## The question

Five neighbouring elements, Tm, Yb, Lu, Hf and Ta, span the place where the 4f shell closes and the 5d shell begins to fill. How much energy does it take to strip most of the 6s shell from each of them, and can that be forecast from the lighter lanthanides on one side and the heavier 5d elements on the other? The data are spherical, scalar-relativistic r2SCAN atoms.

Spherical all-electron atoms from radks 1 (radial solver with Libxc): generalised Kohn-Sham, r2SCAN, scalar-relativistic, spin-polarised, Fermi nuclear charge distribution. The 6s shell holds 0.5 spin-up and 0 spin-down electrons, and other open shells are unpolarised. Energies are relative to the 6s² atom, and the eigenvalues are those of 6s.

```
species   Z           configuration  nuclear rms radius (fm)  energy less that of the fullest case (eV)  spin up eigenvalue (eV)  spin down eigenvalue (eV)
     Ba  56                [Xe] 6s2                    4.838                                     9.4039                  -9.9343                        n/a
     La  57            [Xe] 5d1 6s2                    4.855                                     10.514                  -10.864                    -9.9398
     Ce  58        [Xe] 4f1 5d1 6s2                    4.877                                     10.706                  -11.058                    -10.140
     Pr  59            [Xe] 4f3 6s2                    4.892                                     10.093                  -10.604                    -9.4023
     Nd  60            [Xe] 4f4 6s2                    4.912                                     10.244                  -10.767                    -9.5751
     Pm  61            [Xe] 4f5 6s2                    4.962                                     10.388                  -10.924                    -9.7345
     Sm  62            [Xe] 4f6 6s2                    5.082                                     10.528                  -11.075                    -9.8863
     Eu  63            [Xe] 4f7 6s2                    5.112                                     10.665                  -11.224                    -10.034
     Gd  64        [Xe] 4f7 5d1 6s2                    5.157                                     11.743                  -12.096                    -11.174
     Tb  65            [Xe] 4f9 6s2                    5.060                                     10.937                  -11.517                    -10.322
     Dy  66           [Xe] 4f10 6s2                    5.222                                     11.072                  -11.662                    -10.465
     Ho  67           [Xe] 4f11 6s2                    5.202                                     11.207                  -11.807                    -10.607
     Tm  69           [Xe] 4f13 6s2                    5.226                                          ?                        ?                          ?
     Yb  70           [Xe] 4f14 6s2                    5.311                                          ?                        ?                          ?
     Lu  71       [Xe] 4f14 5d1 6s2                    5.370                                          ?                        ?                          ?
     Hf  72       [Xe] 4f14 5d2 6s2                    5.347                                          ?                        ?                          ?
     Ta  73       [Xe] 4f14 5d3 6s2                    5.351                                          ?                        ?                          ?
      W  74       [Xe] 4f14 5d4 6s2                    5.366                                     15.666                  -15.715                    -14.879
     Os  76       [Xe] 4f14 5d6 6s2                    5.413                                     16.935                  -16.973                    -16.151
     Ir  77       [Xe] 4f14 5d7 6s2                    5.403                                     17.493                  -17.543                    -16.718
     Hg  80      [Xe] 4f14 5d10 6s2                    5.465                                     18.982                  -19.085                    -18.241
     Pb  82  [Xe] 4f14 5d10 6s2 6p2                    5.501                                     27.725                  -25.423                    -24.650
     Bi  83  [Xe] 4f14 5d10 6s2 6p3                    5.521                                     31.954                  -28.589                    -27.764
```

## What a row is

Z is the nuclear charge, and the configuration is that of the neutral atom. In each row the 6s shell has been emptied down to half a spin-up electron, so the species is an ion of charge +1.5 with all other occupations kept. The column "energy less that of the fullest case" is the energy of this ion less that of the 6s² atom. It is called the cost, ΔE, below, and it isn't a first ionisation energy. The eigenvalues ε↑ and ε↓ are the 6s levels of the ion: the half-filled spin-up level and the empty spin-down level. The nuclear rms radius is the root-mean-square radius of the nuclear charge distribution.

Cost and eigenvalues are tied by Janak's theorem, ∂E/∂n = ε for the occupation n of a level. On a straight path from 6s² to the ion, half a spin-up electron and one spin-down electron leave, so ΔE = 0.5⟨−ε↑⟩ + 1·⟨−ε↓⟩, with averages along the path. For Ir the same calculation puts the 6s level at −6.538 eV in what is evidently the 6s² atom. Taking each average as the mean of its end points gives 0.5 × (6.538 + 17.543)/2 + (6.538 + 16.718)/2 = 17.648 eV, which is 0.155 eV, or 0.9 %, above the tabulated 17.493 eV. For this one row the reading of the cost holds, and the levels don't slide quite linearly along the path.

A fractional charge also exposes a known fault of semilocal functionals. The exact energy is a straight line between integer charges, and these functionals sag below it. For Ba the first two ionisation energies, roughly 5.2 and 10 eV as recalled values, put the straight line near 10.2 eV at charge +1.5, against 9.40 eV in the table. The sign agrees with the sag, though one rough comparison can't separate it from errors at the integer charges. The forecasts below are forecasts of the calculation, with this fault included.

## Three families

Plotted against Z the costs look jagged: a drop from Ce to Pr, a peak at Gd. Sorted by configuration they fall into three smooth families.

In the 4fⁿ 6s² rows, Pr to Eu and Tb to Ho, the cost rises by 0.151 eV per element at the start, and the slope eases to 0.135 eV at the end. In the 4f¹⁴ 5dⁿ rows it rises by 0.634 eV per element from W to Os and by 0.496 eV from Ir to Hg, more than three times any slope of the 4f family. The rows with one 5d electron, La, Ce and Gd, form a line of their own above the 4f family.

Gd shows the offset most cleanly. Its neighbours Eu and Tb place a 4f⁸ 6s² atom with Z = 64 at (10.665 + 10.937)/2 = 10.801 eV. Gd is 4f⁷ 5d¹ 6s² and costs 11.743 eV. Moving one electron from 4f to 5d at fixed nuclear charge therefore makes the 6s electrons dearer by 0.942 eV. This difference is called the swap below. The half-filled shell enters the peak at Gd only indirectly, through the configuration. In the real atom the stability of 4f⁷ is what favours 4f⁷ 5d¹ over 4f⁸, and the calculation takes that ground configuration as given. The peak itself comes from the 5d electron. No special stability of 4f⁷ adds to it directly: the 4f occupations are unpolarised and spherical here, so Eu and Gd lack their high-spin 4f⁷ state, and Eu, also 4f⁷, sits on the smooth curve.

The nuclear radius is irregular, and Tb's is smaller than Eu's, yet the slopes on either side of Tb (0.136 and 0.135 eV) differ only by the rounding of the table. Nuclear size can be left out of the forecast.

## Why 4f and 5d screen differently

Going one element up adds a proton and an electron. A spherical shell of unit charge at radius r′ repels an electron at r with energy 1/max(r, r′) in atomic units, and the proton attracts it with 1/r. To first order, with the orbitals frozen, the 6s level shifts by the average of −1/r + 1/max(r, r′) over the 6s density and the density of the added electron. The two terms cancel wherever the 6s electron is outside the added one. What remains comes from the part of the 6s orbital that lies inside it, and that part always deepens the level.

In this picture the shift grows with how far out the added electron reaches. In the Ir atom of the same calculation the mean radii are 0.54 bohr for 4f, 1.71 bohr for 5d and 2.88 bohr for 6s. A 4f electron is undercut only by the small inner lobes of 6s. A 5d electron reaches into the region where the main 6s lobe begins, and much more 6s density lies inside it. The radii are shown for Ir alone; that overlap causes the difference of slopes is argued from them and from the shell theorem, and the frozen picture gives only the order of the slopes. It omits the relaxation of all the other electrons, which draw in towards the unscreened part of the new charge and remove most of the first-order shift, so a frozen estimate lies far above the steps in the table.

The added electron and the relaxation of the others together screen the proton very well. With frozen orbitals a bare proton would shift the Ir 6s level by ⟨1/r⟩ = 0.441 hartree, about 12 eV, whereas ε↑ moves by about 0.6 eV per element near Ir. The trends of the table are small remainders of a near cancellation, which is why a change in the shape of a 5d orbital matters so much.

Pb and Bi show the other extreme. Their added electrons go into 6p, which lies outside 6s and screens it poorly. The Ir–Hg slope continued for two elements gives 18.982 + 2 × 0.496 ≈ 19.97 eV for Pb, and the table has 27.725 eV, 7.75 eV more; Bi lies 11.48 eV above the same line. These rows keep their 6p electrons above a 6s hole, so they are excited configurations of the ions, and they were left out of every fit.

The rule for a neighbouring case follows. The step in cost is small when the new electron enters a shell well inside 6s, several times larger when it enters a shell that overlaps 6s, and larger again when it enters a shell outside.

Within the 5d family the steps aren't equal. From Eu to Gd, where the first 5d electron arrives with the proton, the step is 11.743 − 10.665 = 1.078 eV, about twice the steps from W to Hg. The standard argument is that 5d is most diffuse at the start of the series. Each further proton pulls in all the 5d electrons already there, so they screen 6s better than before, and this offsets part of the new charge. A larger 5d shell also relaxes more when the 6s hole is made, which lowers the cost further. Steps should be largest for the first 5d electron and shrink afterwards.

Relativity contracts 6s and, through the tighter core, expands 5d. Both effects grow with Z and add to incomplete screening. All rows are scalar-relativistic, so the share of relativity in any slope is untested here. Spin-orbit coupling and the Breit and QED terms are left out, and these rows can't show what they would add to the costs.

## The spin splitting

The splitting ε↓ − ε↑ is positive in each row that has both levels. The spin-up level feels exchange with the half electron that it holds, which cancels part of the self-repulsion, while the empty spin-down level feels that repulsion without the exchange. The size sorts by family: 1.19 to 1.20 eV from Pr to Ho, 0.92 eV in La, Ce and Gd, and 0.82 to 0.84 eV from W to Hg. It follows the presence of 5d electrons and ignores the 4f count.

Local exchange suggests a reason. Its potential for spin σ goes as −ρσ^(1/3). With spin density m from the half electron and an unpolarised background b in the same region, the splitting goes as (m + b/2)^(1/3) − (b/2)^(1/3), which falls as b grows, fast at first and then slowly. A 5d electron adds background where 6s lives and a 4f electron hardly does. The drop on adding 5d electrons matches, but the form isn't tested against the size of the splitting, and since m grows as 6s contracts it doesn't explain why the value stays flat within a family. r2SCAN is more than local exchange, and this cause remains a guess.

## The model and two estimates

For a screened hydrogen-like level the binding is Ry·Zeff²/n², with Ry the Rydberg energy, n the principal quantum number and Zeff an effective charge. If every added element raises Zeff by the same unscreened fraction, the square root of the energy is linear in Z. With n = 6 and the spin-up level, Zeff gains 0.037 per element from Pr to Ho and 0.110 from W to Hg. These figures are bookkeeping, since n = 6 ignores the quantum defect; their ratio of about three lies in the direction that the argument above requires, though that argument fixes no value for it. The form has a visible flaw. It makes the slope rise with Z, and from Pr to Ho the slope falls. It is therefore fitted only to the last three rows of the family.

Tm, withheld from the fit, is worked as follows. The square roots of the costs of Tb, Dy and Ho are 3.3071, 3.3275 and 3.3477. The least-squares line has slope (3.3477 − 3.3071)/2 = 0.0203 per element and passes through the mean, 3.3274, at Z = 66. At Z = 69 it gives 3.3274 + 3 × 0.0203 = 3.3883, whose square is 11.48 eV. The same line gives 11.618 eV for Yb and 11.757 eV for an imagined atom at Z = 71 that stays on the 4f trend. The same recipe fitted to Pm, Sm and Eu overshoots Tb by 0.009 eV and Dy by 0.016 eV, and a quadratic in Z through all eight rows departs from it by 0.019 eV at Tm and 0.031 eV at Yb. The stated ranges are set a little wider than these.

Lu is harder, since it joins the 5d¹ family seven elements beyond Gd. One route extends the swap. At Ce it is 0.771 eV, measured from a quadratic through Pr, Nd and Pm taken one element back. This value is less safe than Gd's, because Ba lies 0.194 eV below the same quadratic taken further back. Linear growth gives 0.942 + (0.942 − 0.771) × 7/6 = 1.142 eV at Lu, and 11.757 + 1.142 = 12.899 eV. A straight line through Ce and Gd gives 12.953 eV. A polynomial in the 5d count through the forecast Yb and the rows W, Os, Ir and Hg gives 12.932 eV at one 5d electron. The mean is 12.928 eV. The routes span only 0.054 eV, but they share inputs (Ce and Gd, or the 4f line), so their agreement overstates their worth and the bar is set at 0.1 eV.

Hf and Ta are interpolated with the polynomial through forecast Yb, forecast Lu and the four heavy rows, which gives 14.005 and 14.903 eV. This step is empirical. It recovers Os to 0.001 eV when Os is left out, but Os has close known neighbours and Hf has none, so the program's bars, 0.083 and 0.035 eV, come mainly from Lu's. The ranges stated below are set wider.

## Forecasts

- Cost: Tm 11.48 ± 0.03, Yb 11.62 ± 0.04, Lu 12.9 ± 0.1, Hf 14.0 ± 0.12 and Ta 14.9 ± 0.07 eV.
- There is no kink at 4f¹⁴.
- Yb to Lu is the largest step among these rows, 1.2 to 1.4 eV, and the steps then shrink monotonically to W.
- The splitting stays near 1.20 eV in Tm and Yb, drops to 0.9 to 1.0 eV in Lu, and falls towards W's 0.84 eV through Hf and Ta.

Outside this list, the program's recipe applied to each eigenvalue separately gives −13.28 ± 0.10 eV for ε↑ and −12.30 ± 0.12 eV for ε↓ in Lu. Their difference, 0.98 eV, and the 0.92 eV of the 5d¹ family both lie in the range stated for the splitting.

## The computed values

The withheld rows as computed:

```
species   Z      configuration  nuclear rms radius (fm)  energy less that of the fullest case (eV)  spin up eigenvalue (eV)  spin down eigenvalue (eV)
     Tm  69      [Xe] 4f13 6s2                    5.226                                     11.481                  -12.099                    -10.895
     Yb  70      [Xe] 4f14 6s2                    5.311                                     11.619                  -12.246                    -11.041
     Lu  71  [Xe] 4f14 5d1 6s2                    5.370                                     12.995                  -13.296                    -12.371
     Hf  72  [Xe] 4f14 5d2 6s2                    5.347                                     14.046                  -14.223                    -13.335
     Ta  73  [Xe] 4f14 5d3 6s2                    5.351                                     14.915                  -15.012                    -14.152
```

## Tm and Yb

The model gave 11.480 and 11.618 eV, and the calculation gives 11.481 and 11.619 eV. Misses of 0.001 eV are of the size of the rounding and far smaller than the back-test justified, so part of this is luck. The slope from Ho to Tm is (11.481 − 11.207)/2 = 0.137 eV per element and the step to Yb is 0.138 eV. The decline of the slope has ended, by a margin barely above rounding, just where a form with a rising slope was applied. The four eigenvalues are missed by 0.003 eV at most, and the splittings are 1.204 and 1.205 eV.

No kink appears at 4f¹⁴, and the settings make this an easy forecast. With the 4f occupations unpolarised and averaged, the fourteenth electron screens like the thirteenth. In a real Tm atom the open shell has a moment, terms and spin-orbit structure, and the table says nothing on what these do to 6s removal.

## Lu

The computed cost is 12.995 eV, inside 12.9 ± 0.1 by only 0.005 eV and 0.067 eV above the mean of the routes. That is 0.5 % of the cost but 5 % of the Yb–Lu step of 1.376 eV, which is the quantity that was really being forecast. All three routes fell short, the best by 0.042 eV. A bar taken from their spread would have failed.

The numbers locate the miss. The swap at Lu is 12.995 − 11.757 = 1.238 eV where linear growth gave 1.142 eV. It grew by 0.171/6 ≈ 0.029 eV per element from Ce to Gd and by (1.238 − 0.942)/7 ≈ 0.042 eV per element from Gd to Lu. The 5d¹ line itself steepens a little, from 0.173 eV per element between Ce and Gd to (12.995 − 11.743)/7 = 0.179 eV, though the single step from La to Ce, 0.192 eV, is steeper than both. The single 5d electron becomes a poorer screen at a quickening rate, and two points, Ce and Gd, couldn't show that curvature. The direction is the one that the filling 4f shell and relativity would give, since both draw 6s inward relative to 5d. That this is the cause of the extra 0.1 eV in the swap is a guess which these rows can't test, and the curvature shouldn't be laid on relativity without the same rows computed non-relativistically. The polynomial route failed in another way: it spread over several elements a step that is concentrated on the first 5d electron.

The two eigenvalues fell inside their bars, ε↑ missed by 0.015 eV and ε↓ by 0.069 eV, the largest eigenvalue miss of the five rows. The splitting is 0.925 eV. It lies in the forecast range, but the difference of the two separate forecasts, 0.979 eV, was 0.054 eV too high. Lu repeats the 0.918 to 0.924 eV of La, Ce and Gd. A quantity that is nearly constant within a family was better carried over directly than rebuilt from two extrapolated levels, each uncertain by more than the splitting varies.

## Hf and Ta

The computed costs, 14.046 and 14.915 eV, lie inside their ranges, 0.041 and 0.012 eV above the model values. These misses are inherited. In the interpolating polynomial on the 5d counts 0, 1, 4, 6, 7 and 10, the Lagrange weight of the Lu point is 640/810 = 0.79 at Hf and 252/810 = 0.31 at Ta. The shortfall at Lu thus carries 0.053 and 0.021 eV into them, more than the whole miss in each case, and with the computed Lu the polynomial would overshoot both by about 0.01 eV. The three hits in the 5d rows amount to one real test, Lu, and two interpolations that depend on it.

The steps from Yb to W are 1.376, 1.051, 0.869 and 0.751 eV, shrinking at each element as forecast and leading on to the 0.634 eV per element beyond W. Against the model's 1.309, 1.077, 0.898 and 0.763 eV the first is larger and the other three are smaller, so the improvement of 5d screening is sharper at the start of the series than the polynomial allowed. The splitting falls from 0.888 eV in Hf to 0.860 eV in Ta and 0.836 eV in W. The fall ends at Os, with 0.822 eV, and the splitting is back at 0.844 eV in Hg, so the trend seen from Lu to W can't be extended to the end of the 5d row. The local form guessed above allows such an upturn, since m also grows as 6s contracts along the row and can overtake a background whose effect has flattened; these rows don't separate the two.
